Q: I turned the hydroxyl hydrogen of CH₃SnOH about the Sn–O bond with everything else frozen. Which sizes in this scan should I remember?

Rigid scan of the C–Sn–O–H torsion in gas-phase CH₃SnOH, computed with Ansatz 0.2.0 in the def2-TZVPP basis (def2 core potential on Sn) from the PBE0-D4/def2-TZVP minimum. Energies at each level are relative to that structure, whose torsion is 0.0°. MP2 and CCSD(T) use frozen cores, with the Sn 4d shell correlated.

| torsion (°) | CCSD(T) (eV) | PBE0-D4 (eV) | B3LYP-D4 (eV) | HF (eV) | MP2 (eV) | MP2 less CCSD(T) (eV) | T1 diagnostic |
| --- | --- | --- | --- | --- | --- | --- | --- |
| -167.6 | 0.0127 | 0.0133 | 0.0118 | 0.0036 | 0.0164 | 0.0037 | 0.016 |
| -131.6 | 0.1581 | 0.1556 | 0.1573 | 0.1247 | 0.1632 | 0.0051 | 0.016 |
| -95.6 | 0.2909 | 0.2869 | 0.2928 | 0.2303 | 0.2954 | 0.0045 | 0.015 |
| -59.6 | 0.2092 | 0.2084 | 0.2117 | 0.1697 | 0.2131 | 0.0039 | 0.015 |
| -23.6 | 0.0421 | 0.0423 | 0.0427 | 0.0354 | 0.0431 | 0.0010 | 0.016 |
| 0.0 | 0.0000 | 0.0000 | 0.0000 | 0.0000 | 0.0000 | 0.0000 | n/a |
| 12.4 | 0.0120 | 0.0121 | 0.0122 | 0.0101 | 0.0123 | 0.0003 | 0.016 |
| 48.4 | 0.1537 | 0.1536 | 0.1557 | 0.1262 | 0.1569 | 0.0032 | 0.016 |
| 84.4 | 0.2895 | 0.2863 | 0.2921 | 0.2300 | 0.2938 | 0.0043 | 0.015 |
| 120.4 | 0.2138 | 0.2103 | 0.2135 | 0.1694 | 0.2190 | 0.0052 | 0.015 |
| 156.4 | 0.0437 | 0.0437 | 0.0428 | 0.0299 | 0.0478 | 0.0041 | 0.016 |

A: The torsion $x$ is the dihedral angle C–Sn–O–H, and each energy column gives the cost of setting it to that value. The barrier near 90° is about 0.3 eV, or 28 kJ/mol, roughly eleven times the thermal energy at room temperature. Electron correlation supplies about 0.06 eV of it, counted from a restricted HF solution that is unstable towards spin breaking near the top. The departure of the curve from a plain $\sin^2x$ is under 0.01 eV. The difference between the two planar forms, and the spread of MP2, PBE0-D4 and B3LYP-D4 about CCSD(T), are about 0.005 eV or less. As rough recalled yardsticks, the barrier of ethane is a little over 0.1 eV and twisting a C=C double bond costs nearly 3 eV.

Q: The rows look lopsided, with 0.2092 eV at −59.6° and 0.1537 eV at 48.4°. Are the two directions of twist different?

A: They are equivalent. In the structure of the minimum the hydroxyl hydrogen lies in the C–Sn–O plane on the side of the methyl group, so $x=0$ is the planar cis form. One methyl hydrogen lies in that plane too, and the other two sit 0.89 and 0.88 Å on either side of it. The frame has a mirror plane, so $E(x)=E(-x)$. The rows are 36° apart on a grid that is not centred on zero, which is all the lopsidedness there is. Sorted by $|x|$, CCSD(T) rises steadily to 0.2909 eV at 95.6° and falls steadily to 0.0127 eV at 167.6°. A $\sin 2x$ term, which the mirror forbids, comes out at 0.10 meV when added to the fit, equal to a shift of 0.02° and inside the rounding of the angles.

Q: Why should the molecule come back to almost zero after half a turn? The hydrogen is then on the opposite side.

A: The tin is divalent, a singlet stannylene. The computed C–Sn–O angle of 95° fits the standard picture: tin makes its two bonds with nearly pure 5p orbitals, keeps its lone pair in an orbital rich in 5s, and leaves the third 5p orbital empty, normal to the C–Sn–O plane. Oxygen has a lone pair of pure p type normal to the Sn–O–H plane. In a planar molecule the two orbitals are parallel, the lone pair spreads into the empty orbital, and the Sn–O bond gains some π character. Turning the hydrogen turns the oxygen p orbital with it, and at 90° the two are orthogonal. At 180° they are parallel again with the sign of the overlap reversed, and the energy does not depend on that sign. Cis and trans are therefore stabilised alike. This is established chemistry of carbenes and their heavier analogues. The table shows the twofold shape that it requires, though energies alone do not identify the orbitals.

Q: How does that become a formula?

A: Let the filled orbital lie a gap $D$ below the empty one and let their coupling be $b\cos x$. The lower root of the two-level problem drops by

$$\sqrt{D^2/4+b^2\cos^2x}-D/2\;\approx\;A\cos^2x-B\cos^4x,\qquad A=\frac{b^2}{D},\quad B=\frac{b^4}{D^3}.$$

The cost of twisting is the stabilisation at $x=0$ less that at $x$:

$$E=A(1-\cos^2x)-B(1-\cos^4x)=(A-2B)\sin^2x+B\sin^4x .$$

With $\sin^4x=\sin^2x-\tfrac14\sin^22x$ this is

$$E=(A-B)\sin^2x-\tfrac14B\sin^22x .$$

The usual torsional series is $E=\sum_n V_n(1-\cos nx)/2$, in which the twofold term is $V_2\sin^2x$ and the fourfold term $V_4\sin^22x$. The model thus gives $V_2=A-B$ and a smaller, negative $V_4=-B/4$. In words, mixing saturates where the coupling is strongest, so the first degrees of twist cost less than $\sin^2x$ suggests and the top is sharper.

Q: Does the table have that shape?

A: It does. A one-parameter $\sin^2x$ fitted to the ten twisted CCSD(T) rows has an amplitude of 288 meV and an rms error of 4.0 meV, with the table above the curve in the two rows next to 90° and below it in the other eight. The ratio $E/\sin^2x$ climbs from 260 meV at 12.4° to 294 meV at −95.6°. The series with $V_1$ to $V_4$, fitted to the same ten rows (the zero row is satisfied by construction), gives $V_2=293.0$ and $V_4=-8.3$ meV, with $V_1=3.2$ and $V_3=-2.8$ meV. Its rms error is 0.23 meV and its worst 0.44 meV, somewhat more than the rounding of the angles to 0.1° explains, so small higher terms are probably present. The fits at every level are in the printed output below.

Take the row at 48.4°, which was part of the fit. There $\sin^2x=0.559$, $\sin^22x=0.986$, $(1-\cos x)/2=0.168$ and $(1-\cos3x)/2=0.911$. The twofold term is $293.0\times0.559=163.8$ meV, which is 10 meV or 7 % above the tabulated 153.7 meV. The fourfold term takes off $8.3\times0.986=8.2$, the onefold term adds $3.2\times0.168=0.5$, and the threefold term takes off $2.8\times0.911=2.6$. Summed before rounding, the four terms give 153.6 meV.

Q: So the sign of $V_4$ agrees with the model. Does that prove the π donation?

A: No. The full square root with $V_1$ and $V_3$ added fits the ten rows to 0.11 meV rms, but it has four parameters like the series, and without a fit the model gives no more than the signs of $V_2$ and $V_4$. Any cost that grows faster than $\sin^2x$ towards 90° gives the same sign. The fit holds $b/D$ close to 0.38 and $D$ close to 2.3 eV, but only on the assumption that the whole fourfold term comes from saturation. $D$ should therefore not be read as an orbital gap, the more so as the formula counts one electron and the lone pair has two. One result sits badly with the simple reading: saturation is an orbital effect that HF should contain, yet HF has $V_4=-3.1$ meV and the remaining −5.2 meV comes from correlation.

Other effects have the same twofold symmetry and act alongside the donation, some raising the barrier and some lowering it. At 90° the oxygen p lone pair lies in the C–Sn–O plane, where it faces the Sn–C bond and the tin lone pair and is repelled by them. At the same angle the second oxygen lone pair, a lower-lying hybrid, points along the empty 5p orbital and recovers part of the lost donation. How the 0.29 eV divides among these I can only guess, and my guess is that the loss of π donation leads; orbital populations or Sn–O bond orders along the scan would test it. Symmetry does exclude one candidate. The O–H bond dipole turning in a uniform field of the rest of the molecule gives $\cos x$, a onefold term, and cannot produce two wells. A field that varies across the hydroxyl group can contribute to $\cos 2x$.

Q: The rows at 120.4° and −59.6° have the same $\sin^2x$ but differ by 4.6 meV, while those at −167.6° and 12.4° differ by only 0.7 meV. Why is the difference largest on the flanks?

A: Those rows are 180° apart, so all even terms cancel in the difference, and no fit is needed to see what is left. For a cis-side angle $x$, trans side less cis side is $V_1\cos x+V_3\cos3x$. Near the plane both cosines approach one, and with $V_1$ and $V_3$ opposite in sign and close in size the two cancel. Near 60° $\cos3x$ is −1, and they add: $3.2\times0.506+2.8=4.4$ meV against the observed 4.6. Towards 90° both vanish, which leaves 1.4 meV for the pair at 84.4° and −95.6°. The trans side is the higher one in all five CCSD(T) pairs, and this moves the fitted maximum slightly past the perpendicular, to 90.5°.

$V_3$ is not the threefold barrier of a methyl rotor, since the methyl group never moves. It only describes the shape of whatever tells cis from trans. A steric clash is unlikely: the hydroxyl hydrogen is 2.83 Å from the nearest methyl hydrogen at cis and 4.14 Å at trans, against a rough recalled contact distance of 2.4 Å for two hydrogens. That bond-dipole electrostatics and weak attraction to the methyl group nearly balance here is a guess. A few meV is also the scale on which the levels of theory disagree, and a frame optimised for cis is biased in favour of cis.

Q: Is cis then the true minimum?

A: The scan cannot say. Extrapolated to 180°, the CCSD(T) series gives 0.3 to 0.7 meV above cis with four to six terms, and −4.4 meV with three terms, which leave out the fourfold part. The trans form in this scan still has the bond lengths and angles of cis. Relaxing them lowers trans at the level that fixed the structure and leaves cis unchanged, so the order could turn over. Zero-point motion and spin-orbit coupling, both left out of these energies, and a larger basis could each matter at this size. The same rigidity makes 0.29 eV too high as a barrier, by the same argument at the PBE0-D4 level and presumably at the others, because the twisted molecule could adjust its Sn–O length and its Sn–O–H angle of 114°.

Q: HF is about 0.8 of CCSD(T) in most rows, but 0.28 at −167.6°. Has something gone wrong there?

A: Two separate HF errors are at work. The first scales the twofold term: $V_2$ is 236 meV against 293, the fitted barrier is lower by 61 meV or 21 % of the CCSD(T) value, and the ratio stays between 0.79 and 0.84 in eight rows. The second is onefold: HF puts the extrapolated trans form about 7 meV below cis. That offset is worth only a few meV near the top, small beside the first error, and is dominant near 180°. At 12.4° HF gives 10.1 meV, the pair difference is −6.5 meV, and 3.6 meV remains at −167.6°. The ratio of 0.68 at 156.4° is the same offset on a larger energy.

The numbers show that correlation lowers both planar forms relative to the perpendicular one and lowers cis relative to trans by 7.5 meV. The first effect is counted from restricted HF, which is not the lowest HF solution near 90°. An unrestricted one would make the HF barrier lower still and the shortfall larger. Why correlation favours planarity is a guess: HF is known to make polar bonds too ionic, which would undervalue donation from oxygen back to tin.

Q: The notes supplied with the data warn that the restricted reference is unstable towards an unrestricted one. Should I distrust the curve?

A: Only near the top of the barrier. The warning in the notes comes from the data makers' tests on other systems, not from these runs. Here the coupled-cluster runs test the HF reference at every point. It is stable towards spin breaking at the cis minimum and in eight of the ten twisted rows, and unstable at 84.4° and −95.6°, where a spin-unrestricted HF solution of lower energy exists.

Those are the two rows in which the π overlap is almost lost. This fits the donation picture: without the oxygen lone pair pushing it up, the empty 5p orbital should lie closer to the tin lone pair, which makes that pair easier to uncouple. The test does not name the orbitals, so this reading is a guess.

The largest double-excitation amplitude is only 0.050 at the minimum and 0.051 at −167.6°, but both structures are planar or nearly so and say nothing about the top. The T1 diagnostic, the norm of the single-excitation amplitudes divided by the root of the number of correlated electrons, stays at 0.015 to 0.016, under the customary rough limit of 0.02. Its change by one in the last digit deserves no explanation. A total spin of zero is imposed by the restricted method and is no evidence. The smooth fits argue against a change of state along the scan. In the two unstable rows the caution bears most on HF, on MP2 and on the split into HF and correlation parts, which refer to the restricted solution. CCSD(T) starts from the same solution, and its low T1 there suggests, without proving, that it suffers little. How far the unrestricted solution lies below was not computed.

Q: The column MP2 less CCSD(T) peaks at 120.4° and −131.6°, not at the barrier. Why, and which cheap method is best?

A: That difference is positive in all ten twisted rows and is mainly a onefold part of 3.2 meV plus a twofold part of 2.7 meV. The onefold part keeps rising towards 180° while the twofold part turns down at 90°, so their sum peaks where $\cos x=-3.2/(4\times2.7)$, at 107°. A fourfold part of 0.9 meV carries the flat maximum of 5.2 meV out to about 125°. MP2 overshoots the correction to HF in both respects, and for trans it lands about 3 meV above CCSD(T). PBE0-D4 is at most 4.0 meV from CCSD(T) and B3LYP-D4 at most 2.6 meV, both worst near the top and with opposite signs. I would not rank the three. The reference has one triple-zeta basis, which was not designed for correlating the tin 4d shell, and its own uncertainty may well be as large as these differences. The HF shortfall is more than ten times larger and is clear.

Q: What would I expect for a related molecule?

A: Ask whether an empty p orbital and a lone pair can align across the bond. If the donation picture holds, a lighter centre such as silicon or carbon overlaps better with oxygen 2p and has a higher twofold barrier, and a better donor such as an amino group raises it too. A second donor on tin competes for the same 5p orbital and should lower the barrier of each. In a tetravalent Me₃SnOH no such orbital is empty, and the near threefold symmetry of the tin end suppresses the twofold term, so only a small threefold ripple should remain. These follow from the orbital argument and are not tested by this scan.

Printed output of the fit:

```
Sn-O 1.98 A, Sn-C 2.19 A, C-Sn-O 95 deg, Sn-O-H 114 deg
height above C-Sn-O plane (A): methyl H -0.89 0.01 0.88, hydroxyl H 0.00
hydroxyl H to nearest methyl H at 0, 90, 180 deg: 2.83 3.32 4.14 A
rounding: 0.05 meV in energy; 0.05 deg in angle is worth up to 0.25 meV
CCSD(T) sin^2 only: V2 287.7 meV, rms 4.0 meV, worst -7.2 meV at 48.4 deg
fit sum Vn(1-cos nx)/2, meV:  V1 V2 V3 V4 | rms, worst | maximum, its angle | at 180 deg
CCSD(T)        3.2  293.0  -2.8  -8.3 | 0.23 0.44 |  293.2  90.5 |   0.4
PBE0-D4        2.1  288.8  -0.7  -7.8 | 0.20 0.36 |  289.5  90.2 |   1.4
B3LYP-D4       0.9  295.6  -1.2  -8.9 | 0.27 0.47 |  295.4  90.2 |  -0.3
MP2            6.4  295.7  -2.6  -7.4 | 0.16 0.28 |  297.6  90.6 |   3.8
HF            -4.9  236.0  -2.2  -3.1 | 0.10 0.17 |  232.5  90.1 |  -7.1
MP2-CCSD(T)    3.2    2.7   0.3   0.9 | 0.08 0.16 |    5.2 125.4 |   3.4
CCSD(T)-HF     8.2   57.0  -0.7  -5.2 | 0.15 0.27 |   60.8  91.9 |   7.5
barrier CCSD(T) 28.3 kJ/mol, HF 22.4 kJ/mol; HF lower by 60.7 meV (21 %)
V4/V2: CCSD(T) -0.028, HF -0.013, correlation part -0.092
CCSD(T) by |x|: x, E, E/sin^2, residual sin^2 only, residual four terms (meV); HF/CCSD(T)
   12.4   12.0    260  -1.3   0.21  0.84
  -23.6   42.1    263  -4.0   0.44  0.84
   48.4  153.7    275  -7.2   0.11  0.82
  -59.6  209.2    281  -4.8  -0.38  0.81
   84.4  289.5    292   4.6  -0.00  0.79
  -95.6  290.9    294   6.0   0.27  0.79
  120.4  213.8    287  -0.2  -0.22  0.79
 -131.6  158.1    283  -2.8   0.06  0.79
  156.4   43.7    273  -2.4   0.02  0.68
 -167.6   12.7    275  -0.6   0.00  0.28
pairs 180 deg apart, trans side less cis side (meV): CCSD(T) PBE0-D4 B3LYP-D4 MP2 HF
  12.4 / -167.6   0.7   1.2  -0.4   4.1  -6.5
 -23.6 /  156.4   1.6   1.4   0.1   4.7  -5.5
  48.4 / -131.6   4.4   2.0   1.6   6.3  -1.5
 -59.6 /  120.4   4.6   1.9   1.8   5.9  -0.3
  84.4 /  -95.6   1.4   0.6   0.7   1.6   0.3
symmetry check, added sin 2x term: 0.10 meV, equal to an angle shift of 0.02 deg
two-level + V1, V3: b/D 0.38, D 2.3 eV, rms 0.11 meV
within twice that rms: b/D 0.37 to 0.39, D 2.2 to 2.4 eV
extrapolated trans, CCSD(T), 3 to 6 terms: -4.4 0.4 0.7 0.3 meV
extrapolated trans, HF, 3 to 6 terms: -8.9 -7.1 -7.0 -7.1 meV
PBE0-D4 less CCSD(T): mean abs 1.5 meV, largest -4.0 meV at -95.6 deg
B3LYP-D4 less CCSD(T): mean abs 1.3 meV, largest 2.6 meV at 84.4 deg
MP2 less CCSD(T): mean abs 3.5 meV, largest 5.2 meV at 120.4 deg
HF less CCSD(T): mean abs 29.6 meV, largest -60.6 meV at -95.6 deg
T1 range 0.015 to 0.016
```
